**Corundum: a steep lowest empty band above an almost level filled edge**

A level here is the energy of one Kohn–Sham orbital at one k-point, that is, for one way in which the phase of the electron wave changes from cell to cell. The levels come from a PBE calculation of crystalline Al₂O₃ and are counted from the highest filled level found on the mesh. "Level under 1" is the highest filled level at a point and "level over 1" the lowest empty one. Their difference is the direct gap at that point. The columns "point a", "point b" and "point c" give the position as fractions $x_a, x_b, x_c$ of the three reciprocal cell vectors.

Kohn–Sham levels of Al₂O₃ (R-3c, 10-atom cell) at points of a 7×7×7 k mesh, from JDFTx 1.7.0 (patched build) with PBE, PseudoDojo SR PBE 0.5 standard pseudopotentials and a 1142.88 eV wave cutoff, without spin polarisation or spin–orbit coupling. Levels are numbered outwards from the gap, and their zero is the highest filled level on the mesh.

| point a (reciprocal cell vector) | point b (reciprocal cell vector) | point c (reciprocal cell vector) | level point (row) | level under 4 (eV) | level under 3 (eV) | level under 2 (eV) | level under 1 (eV) | level over 1 (eV) | level over 2 (eV) |
| --- | --- | --- | --- | --- | --- | --- | --- | --- | --- |
| 0.0000 | 0.0000 | 0.0000 | 1 | -0.488 | -0.044 | -0.044 | 0.000 | 6.268 | 9.188 |
| 0.0000 | 0.1429 | 0.1429 | 2 | -0.646 | -0.416 | -0.112 | -0.039 | 6.851 | 9.578 |
| 0.0000 | 0.2857 | -0.2857 | 3 | -0.947 | -0.651 | -0.366 | -0.219 | 9.140 | 9.464 |
| 0.1429 | 0.1429 | 0.2857 | 4 | -0.587 | -0.572 | -0.151 | -0.142 | 7.249 | 9.601 |
| 0.1429 | 0.1429 | -0.2857 | 5 | -1.066 | -0.594 | -0.298 | -0.240 | 8.862 | 9.352 |
| 0.1429 | 0.1429 | -0.1429 | 6 | -0.862 | -0.487 | -0.155 | -0.125 | 7.725 | 9.804 |
| 0.4286 | 0.4286 | 0.4286 | 7 | -0.447 | -0.447 | -0.300 | -0.300 | 8.347 | 8.979 |

Read from top to bottom, level over 1 jumps up and down. The order appears once the points are sorted by their distance $k$ from the zone centre: 1, 2, 4, 6, 7, 5, 3. In this order the level rises at every step, by 2.87 eV in total. Level under 1 stays within 0.30 eV. The direct gap therefore widens away from the centre mainly because the empty level climbs, which accounts for 87 to 94 % of the widening at each point.

**Why the two edges differ**

The electron count suggests what the filled levels are. The cell holds 48 valence electrons, which fill 24 bands, and its six oxygen atoms supply exactly 24 orbitals of 2s and 2p type. In the usual ionic picture of alumina the upper filled levels are therefore mainly oxygen 2p. These orbitals are compact and overlap less than broad s orbitals do, so a change of phase between cells should shift each band less. The cell also has eighteen such 2p bands. When one of them sinks away from the centre, another can take its place at the top, and the edge stays nearly level.

The lowest empty state has a different character. It is understood as s-like and spread over both aluminium and oxygen, although the energies in the table do not show this directly. Such orbitals overlap widely, and their energy is lowest when all cells are in phase, which is the case at the zone centre. A phase that changes from cell to cell makes the wave oscillate in space and raises its energy.

**Point 2: the start of the climb**

The simplest comparison is a free electron, which has the same $k$ but no atoms around it. Its energy is $\hbar^2k^2/2m$, with $m$ the electron mass. The cell has three equal edges $a = 5.13$ Å and three equal angles of 55.3°, so with $c=\cos 55.3^\circ$

$$k^2=\frac{(2\pi/a)^2}{1-c}\left[x_a^2+x_b^2+x_c^2-\frac{c}{1+2c}\,(x_a+x_b+x_c)^2\right].$$

Point 2 lies at $(0, 1/7, 1/7)$. The bracket is 0.0191, which gives $k^2 = 0.0665$ Å⁻². The factor $\hbar^2/2m$ is one rydberg times the square of the bohr radius, so the free-electron energy is

$$13.6\ \text{eV}\times(0.529\ \text{Å})^2\times 0.0665\ \text{Å}^{-2}=0.253\ \text{eV}.$$

The computed level rises by 0.583 eV, or 2.3 times as much. The electron in the crystal thus responds as if it were lighter than a free one, with an effective mass of roughly 0.4 $m$ over this first step.

The extra rise comes from the neighbouring bands. When two states mix, the upper one is pushed up and the lower one down. For a single band of energy $E$, followed along a straight path, theory puts this into the curvature:

$$\frac{d^2E}{dk^2}=\frac{\hbar^2}{m}\left[1+\frac{2}{m}\sum_n\frac{|p_n|^2}{E-E_n}\right].$$

Here $E_n$ is the energy of another band at the same point, and $p_n$, the momentum matrix element along the path, measures how strongly the two bands mix. Filled bands lie below, make their terms positive and steepen the climb. Higher empty bands make theirs negative and flatten it. At point 2 the computed rise exceeds the free-electron value, so the push from below prevails near the centre.

**Point 3: the climb loses its lead**

Point 3 is the farthest from the centre, and its level over 1 is the highest. Yet the computed rise is now only 1.3 times the free-electron value. The climb is still large, but most of it is what a free electron would show as well.

The curvature formula suggests why. At the centre the second empty level lies 2.92 eV above the first; at point 3 the distance is only 0.32 eV. Over the same stretch the gap to the filled levels has grown. The downward push from above can therefore gain weight against the upward push from below, although the matrix elements, which also count, are not known here.

A comparison with point 5, the next farthest, points the same way. From point 5 to point 3 the computed level rises by 9.140 − 8.862 = 0.278 eV, while the free-electron energy rises by 2.166 − 1.625 = 0.541 eV. The band has fallen behind the free electron on this last stretch. The two points lie in different directions, so part of the difference may come from direction and not from distance.

Level over 2 does not share this climb. It spans 0.83 eV and shows no clear order with distance. Levels are numbered by energy at each point, so where the two empty levels come close, a column need not follow the same band.

**Point 7: the threefold axis**

Point 7 has three equal coordinates and so lies on the threefold axis of the crystal. Its four highest filled levels form two pairs of equal energy, as this symmetry allows. At the centre, which has the same axis, a single level lies on top and a pair follows 0.044 eV below. The order of the filled bands thus changes along the axis.

This change shows that the filled edge is flatter than the band that forms it at the centre. A single band stays single along the axis, so the one that is highest at the centre must have sunk to −0.447 eV or lower at point 7. The edge itself is only at −0.300 eV there, because a pair has taken over the top place. With many oxygen bands close together, another is at hand when one sinks.

The empty level at point 7 keeps its place in the order of distance, but its climb is weak. It reaches 1.4 times the free-electron value, against 1.6 at point 5, which is slightly farther out. A smooth dependence on distance alone would hardly give this, so direction very probably matters too, as a trigonal crystal permits.

Symmetry offers a possible reason. On the axis a single level can mix only with other single levels. The lowest empty level is single at point 7, so the paired oxygen levels at the top cannot push it up, whereas off the axis such mixing is allowed. Whether this loss is large enough to explain the weaker climb is a guess that the energies alone do not test.

**What the picture is good for**

The free-electron estimate, worked out for every point from the cell alone, gives the right order of the empty levels. It is too low at each point away from the centre, by more than half at point 2 and by about a quarter at point 3, relative to the computed rise. It applies only to the lowest empty band; the filled levels are held by the oxygen atoms and follow no such curve. The output below lists the comparison point by point.

For a similar oxide, the first question is which orbitals form the lowest empty band. If they are broad s orbitals, a single steep valley at the zone centre is the natural guess, above a much flatter filled edge. If they are compact d orbitals, the empty band should be flatter as well.

For practical use, the smallest gap on this mesh, 6.27 eV, lies at the centre. It is a difference of orbital energies, and whether light can drive this transition also depends on selection rules, which were not examined. The value should not be taken as the gap of real alumina, which is clearly larger, because PBE is known to make gaps too small.

The finer details of the filled edge are less secure. At point 2 it lies only 0.039 eV below its value at the centre, so a slightly higher maximum between mesh points is possible, and the gap may not be strictly direct. Spin–orbit coupling, which is left out here, could also change the small splitting of 0.044 eV at the centre. The steep empty valley, which is measured in electronvolts, does not depend on either detail.

Printed output of the fit:

```
Distance and shifts from the band edges:
     row  distance from centre (1/A)  free electron (eV)  rise of lowest empty level (eV)  depth of highest filled level (eV)
     0.0                           0                   0                                0                                   0
     0.0                      0.2579              0.2534                            0.583                               0.039
     0.0                       0.754               2.166                            2.872                               0.219
  0.1429                      0.3517              0.4714                            0.981                               0.142
  0.1429                      0.6531               1.625                            2.594                                0.24
  0.1429                      0.4409              0.7408                            1.457                               0.125
  0.4286                      0.6217               1.473                            2.079                                 0.3
Gaps between levels at each point:
     row  direct gap (eV)  widening of direct gap (eV)  between two empty levels (eV)  between top two filled levels (eV)
     0.0            6.268                            0                           2.92                               0.044
     0.0             6.89                        0.622                          2.727                               0.073
     0.0            9.359                        3.091                          0.324                               0.147
  0.1429            7.391                        1.123                          2.352                               0.009
  0.1429            9.102                        2.834                           0.49                               0.058
  0.1429             7.85                        1.582                          2.079                                0.03
  0.4286            8.647                        2.379                          0.632                                   0
Computed rise over free-electron energy at point 2: 2.301
Computed rise over free-electron energy at point 4: 2.081
Computed rise over free-electron energy at point 6: 1.967
Computed rise over free-electron energy at point 7: 1.412
Computed rise over free-electron energy at point 5: 1.596
Computed rise over free-electron energy at point 3: 1.326
Span of lowest empty level (eV): 2.872
Span of highest filled level (eV): 0.3
Span of second empty level (eV): 0.825
Span of lowest empty level over span of highest filled level: 9.573
Smallest share of the empty level in the gap widening (percent): 87.36
Largest share of the empty level in the gap widening (percent): 93.73
Rank correlation of distance with second empty level: -0.1071
Filled bands: 24
Oxygen 2s and 2p orbitals in the cell: 24
Distance between the two filled doublets at point 7 (eV): 0.147
```
